## Results and discussion

### Scaling and counting

For an ion of nuclear charge Z, in atomic units, excitation energies from n = 2 to n = 3 grow as Z², the Coulomb repulsion between electrons as Z, and the spin-orbit splitting as α²Z⁴, where α ≈ 1/137. The Breit interaction, the magnetic and retarded part of the electron-electron force, is the repulsion multiplied by the square of the speed, (Zα)², and grows as α²Z³. The one-loop QED shift grows as (α/π)α²Z⁴. Relative to the excitation energy, Breit therefore scales as Zα² and QED as (α/π)(Zα)², which for Z = 79 are about 0.4 % and 0.08 %. These scales carry no coefficients and fix only the order of magnitude. The calculation gives 0.17–0.28 % for the Breit shares and 0.025–0.037 % for the QED shares.

The same scaling fixes the coupling. The calculation gives a 2p spin-orbit constant of 1.01 × 10⁷ cm⁻¹ and a 2p–3s exchange integral about sixty times smaller, so each electron keeps its own j. A 2p3/2 hole coupled to an outer electron of angular momentum j′ gives J from |3/2 − j′| to 3/2 + j′. That makes two levels each for 3s and 3p1/2 and four each for 3p3/2, 3d3/2 and 3d5/2. These sets of J, in this order of energy, are the sixteen rows, and their jj weights are 98–100 %.

Levels of Au69+ (Z = 79) from radial Dirac CI 1, a relativistic CI with a closed 1s2 core and Dirac orbitals optimised for each configuration in exchange-only KLI potentials. The zero-frequency Breit term and a radiative potential for QED are included, and their shares are first-order parts of the excitation energy above the 2s2 2p6 1S J = 0 ground level.

| level configuration | level term | J | level excitation (cm⁻¹) | level breit share (cm⁻¹) | level qed share (cm⁻¹) | weight of the leading LS term (%) |
| --- | --- | --- | --- | --- | --- | --- |
| 2s2 2p5 3s | 3Po | 2 | 76571000 | -192570.0 | 25801.5 | 100 |
| 2s2 2p5 3s | 1Po | 1 | 76646000 | -188245.6 | 25709.2 | 66 |
| 2s2 2p5 3p | 3P | 1 | 77906000 | -130909.7 | -24338.7 | n/a |
| 2s2 2p5 3p | 3D | 2 | 77918000 | -152007.8 | -24317.5 | n/a |
| 2s2 2p5 3p | 3D | 3 | 82080000 | -201977.2 | -20785.9 | 100 |
| 2s2 2p5 3p | 1P | 1 | 82085000 | -194866.6 | -20812.6 | 56 |
| 2s2 2p5 3p | 3P | 2 | 82197000 | -183146.9 | -20743.3 | 67 |
| 2s2 2p5 3p | 1S | 0 | 82706000 | -164853.4 | -20879.7 | 63 |
| 2s2 2p5 3d | 3Po | 0 | 83477000 | -161429.8 | -30628.3 | 100 |
| 2s2 2p5 3d | 3Po | 1 | 83564000 | -191936.3 | -30566.9 | 64 |
| 2s2 2p5 3d | 3Fo | 3 | 83565000 | -218761.7 | -30586.5 | n/a |
| 2s2 2p5 3d | 3Do | 2 | 83640000 | -190520.4 | -30585.3 | 54 |
| 2s2 2p5 3d | 3Fo | 4 | 84482000 | -240253.3 | -28217.7 | 100 |
| 2s2 2p5 3d | 1Do | 2 | 84547000 | -219852.4 | -28229.3 | 48 |
| 2s2 2p5 3d | 3Do | 3 | 84635000 | -220924.0 | -28225.4 | 71 |
| 2s2 2p5 3d | 1Po | 1 | 84887000 | -233513.9 | -28287.8 | 63 |

The level excitation is the energy above the closed-shell ground level, J is the total angular momentum, and the two shares are the first-order contributions of the Breit and QED terms to that energy in this Dirac CI calculation. The level term names the largest LS component, and the last column gives its weight. The three weights marked n/a are close to one half in the further outputs of the same run. The weights are largely recoupling coefficients. A pure jj state of a p3/2 hole and an s electron with J = 1 is two-thirds ¹P, and the table has 66 %. A weight of 100 % appears where the configuration has a single LS term of that J. The names singlet and triplet explain nothing about the shares. Nothing below is fitted, and group means are weighted by 2J + 1.

### QED shares form five steps

The radiative potential acts on one electron at a time. In a pure jj configuration the share is then q(outer) − q(2p3/2), where q is the shift of one orbital, plus a change in the shifts of the spectator electrons as their orbitals relax. None of this depends on J. The numbers bear this out: the means are +25,770 (3s), −24,330 (3p1/2), −20,780 (3p3/2), −30,590 (3d3/2) and −28,230 cm⁻¹ (3d5/2). The widest spread inside a group is 136 cm⁻¹, against a smallest step between groups of 2,354 cm⁻¹. This flatness is built into a one-body potential, so it confirms the jj grouping and is no test of QED. Higher levels of the same calculation show the additivity as well. Moving the hole from 2p3/2 to 2p1/2 raises the share by 11,060 to 11,210 cm⁻¹ for all five outer electrons, taking the highest J of each group.

The order of the steps follows from two limits. An electron that never comes near the nucleus has q close to zero, and the share is then the loss of the 2p3/2 shift alone. That shift is positive, since the anomalous moment raises j = l + 1/2 and, at this Z, the self-energy reaches far enough from the nucleus to act on a 2p electron. An s electron has its largest density where the self-energy, which is positive and short-ranged, is strongest, and the negative vacuum polarisation cancels only part of it. The 3d groups lie near the first limit and are the most negative, 3p recovers a little, and 3s alone gains more than 2p3/2 loses.

Orbital values can be estimated if the shift of 3d, averaged over its two j, is set to zero. This is an assumption, supported by the argument that the magnetic part of the shift averages out over j and little else reaches a d electron. The 3d average share then gives q(2p3/2) ≈ 29,170 cm⁻¹, with relaxation folded in, and q(3s) ≈ 25,770 + 29,170 = 54,940 cm⁻¹. The 2s-hole level 2s 2p⁶ 3s with J = 0 has a share of −144,240 cm⁻¹, so q(2s) ≈ 54,940 + 144,240 = 199,180 cm⁻¹. The ratios of n = 2 to n = 3 are 3.6 for s, 3.7 for p1/2 and 3.5 for p3/2, near the (3/2)³ = 3.4 of an unscreened n⁻³ law. Stronger screening of n = 3 raises the ratio, but the relaxation folded into the n = 2 values and the zero assumed for 3d also enter, and these data do not separate them.

### The step between j partners

In both the 3p and the 3d pair the level with j = l + 1/2 has the higher QED share. Spin-orbit coupling is proportional to g − 1, where g is the spin g-factor and the 1 is the Thomas precession. The anomalous moment makes g = 2(1 + α/2π), so g − 1 = 1 + α/π, and in the limit of small Zα the QED step between j partners is α/π times the fine-structure splitting.

For 3d the group means of the excitation energy differ by 84,591,000 − 83,583,000 = 1,008,000 cm⁻¹. With α/π = 0.00232 the estimate is 2,340 cm⁻¹, and the shares give −28,231 − (−30,585) = 2,354 cm⁻¹. The ratio of computed to estimated step is 1.005, or 0.98 if the Breit and QED parts are first taken out of the splitting, so agreement to about 2 % is all that can be claimed. The group means also contain some electrostatic energy. The match suggests that the radiative potential carries the anomalous-moment term and that this term makes the 3d step. It is no test of QED.

For p electrons the estimate fails by a factor of three. The computed 3p step is 3,540 cm⁻¹ against 9,860, a ratio of 0.36, and for the 2p hole the ratio is 0.32. Theory supplies the reason. The small component of a Dirac p1/2 orbital has s-like angular shape and gives a density at the nucleus that, relative to an s orbital, grows as (Zα)² and is no longer negligible at this Z. That density collects the positive short-range self-energy, lifts p1/2 toward p3/2 and narrows the step. The small component of d3/2 is p-like and stays away from the nucleus. The shares are not divided into magnetic and short-range parts, so this cause is argued, and what the numbers show is that d obeys the limit and both p shells miss it by a similar factor.

### Irregular QED rows

The larger departures from the group value are tens of cm⁻¹, far above the 0.1 cm⁻¹ to which the shares are given, and in a one-body picture they point to configuration mixing. The two 3d levels with J = 1 are the only rows with jj weights of 98 %. If they mix with each other by 1.5–2.5 %, each moves toward the other group by 35 to 59 cm⁻¹. The lifetimes support such mixing. In pure jj coupling with equal radial integrals the 3d5/2 level would decay to the ground level nine times faster than the 3d3/2 level, and the run gives about 26 times, which points to the low end of that range. The 3d3/2 level lies 19 cm⁻¹ above its mates with J > 1 and the 3d5/2 level 64 cm⁻¹ below its own. The signs are right, while both values lie lower than mutual mixing alone would put them.

Three further rows lie low: 3s J = 1 by 92 cm⁻¹ against J = 2, 3p3/2 J = 0 by 99 and 3d3/2 J = 0 by 42 cm⁻¹ against their mates. A 2s-hole state of the same parity and J has a very negative share, and admixtures of 0.03–0.08 % would produce these shifts. For these rows that is a guess, because such weights vanish in a rounded 100 %. The mechanism shows more clearly at higher energy, where the 2p1/2-hole 3p3/2 level with J = 1 lies 3,150 cm⁻¹ below its J = 2 partner. That needs 2.4 % of the neighbouring 2s-hole J = 1 level, and both have jj weights of 98 %. The neglected overlaps between the orbital sets and the truncated configuration list act on exactly such small mixing coefficients, so the sizes of these departures may owe something to the settings.

### Breit shares: sign and group order

The leading magnetic part of the Breit operator is −α₁·α₂/r₁₂, with α the Dirac velocity matrices, so parallel electron currents attract. A closed shell carries no net current and the direct term vanishes. The exchange term enters with the opposite sign and is the self-interaction of the overlap current of two orbitals, which is positive, with retardation offsetting part of it. Each electron of the ground level thus carries a positive Breit energy that grows with its overlap with the fast inner electrons. Promotion removes that of a compact 2p3/2 electron and returns the smaller one of an n = 3 electron, which accounts for the negative sign in all sixteen rows. The least penetrating electron, 3d5/2, returns least, and its mean of −229,500 cm⁻¹ is the most negative.

Penetration alone does not give the order. The 3p1/2 mean of −144,100 cm⁻¹ is the least negative, while 3s and 3p3/2 are nearly equal at −190,900 and −192,400 cm⁻¹. The overlap current couples the large component of one orbital to the small component of the other, and the s-like small component of p1/2 overlaps the 1s and 2s large components well. In non-relativistic language this is the spin-other-orbit interaction with the core, which opposes the nuclear spin-orbit term. The numbers show the resulting narrowing of the fine structure: 1.1 % of the computed splitting for 3p and for the 2p hole, and 2.8 % for 3d. The larger fraction for 3d is what theory leads to, since the spin-orbit energy of a p electron arises deep inside, where few electrons oppose the nuclear field, and that of 3d arises farther out.

### Breit shares: dependence on J

Once the shell is open, the core carries j = 3/2 and a current. The dipole part of its direct interaction with the outer electron goes as −j·j′, which falls steadily with J(J + 1). In all five groups the highest J has the most negative share, as this predicts, and the spreads run from 4,300 cm⁻¹ for 3s to 57,300 cm⁻¹ for 3d3/2.

The steady fall fails in the three four-level groups. In 3p3/2 and 3d3/2 the J = 1 level lies below J = 2, by a wide margin in the first and a narrow one in the second. In 3d5/2 the lowest J is 4,000 cm⁻¹ below the group mean, second only to J = 4. Two further terms are allowed by angular momentum. An octupole direct term exists when both j are at least 3/2. The particle-hole exchange term acts through the current of the transition back to the closed shell, in the multipole of rank J, and for the magnetic interaction it is negative. Retardation takes back part of it in levels tied to the ground level by an electric multipole, and all of it in the 3p3/2 J = 0 level, whose current is purely radial. The term grows with the transition current, which a short lifetime reveals only for the E1 levels. The 3p3/2 J = 1 level is tied to the ground level by an M1 current, so its lifetime is no guide to its exchange term. The 3d5/2 J = 1 level has the shortest radiative lifetime of the sixteen, 2.7 × 10⁻¹⁶ s. Among the five 2p1/2-hole pairs the only one whose lower J is more negative, by 7,900 cm⁻¹, is 3d3/2, whose J = 1 level lives 4.6 × 10⁻¹⁶ s. The coincidence supports the exchange term in these two cases, but the shares are totals, and they do not show how the zigzag divides between octupole and exchange.

Because QED is flat within a group, the Breit share is the one that rearranges close levels. The 3p3/2 J = 1 level lies 5,100 cm⁻¹ above J = 3, while Breit raises it by 7,110 relative to J = 3, so subtracting the shares reverses the pair, the only reversal among fifteen neighbouring pairs. The 3d3/2 levels J = 1 and J = 3 are 260 cm⁻¹ apart only because Breit closes a gap of about 27,100 cm⁻¹. Neither order is secure. Correlation beyond the listed configurations is not estimated, the frequency dependence of the Breit term, which matters at this Zα, is left out, and a first-order share ignores the response of orbitals and mixing to the term itself. The computed ionisation energy of 18,038 eV, beside a tabulated 18,040 eV, tests a sum of all terms and not the separate shares.

### Neighbouring series

Changing the hole shifts the whole ladder. A 2p1/2 hole removes more Breit energy, and with a 3s electron the shares are −348,500 and −361,600 cm⁻¹. A 2s hole removes the largest QED shift of the n = 2 shell, so the share is negative even for 3s and of a size close to the Breit share. The ratio of 5 to 10 between Breit and QED, found here for every level of the 2p3/2 hole, does not hold in general for the other holes.

For n = 4 the outer terms shrink roughly as n⁻³ and both shares move toward the bare loss of the 2p3/2 electron. With q(3s) scaled by 27/64, q(4s) is about 23,000 cm⁻¹, less than q(2p3/2), so the 4s share should be small and probably negative. In lighter neon-like ions QED fades faster than Breit by a power of Z, the p step should approach α/π times the splitting, and LS terms regain meaning as exchange overtakes spin-orbit coupling. The levels then mix the jj groups, and the flat QED steps blur into weighted averages.
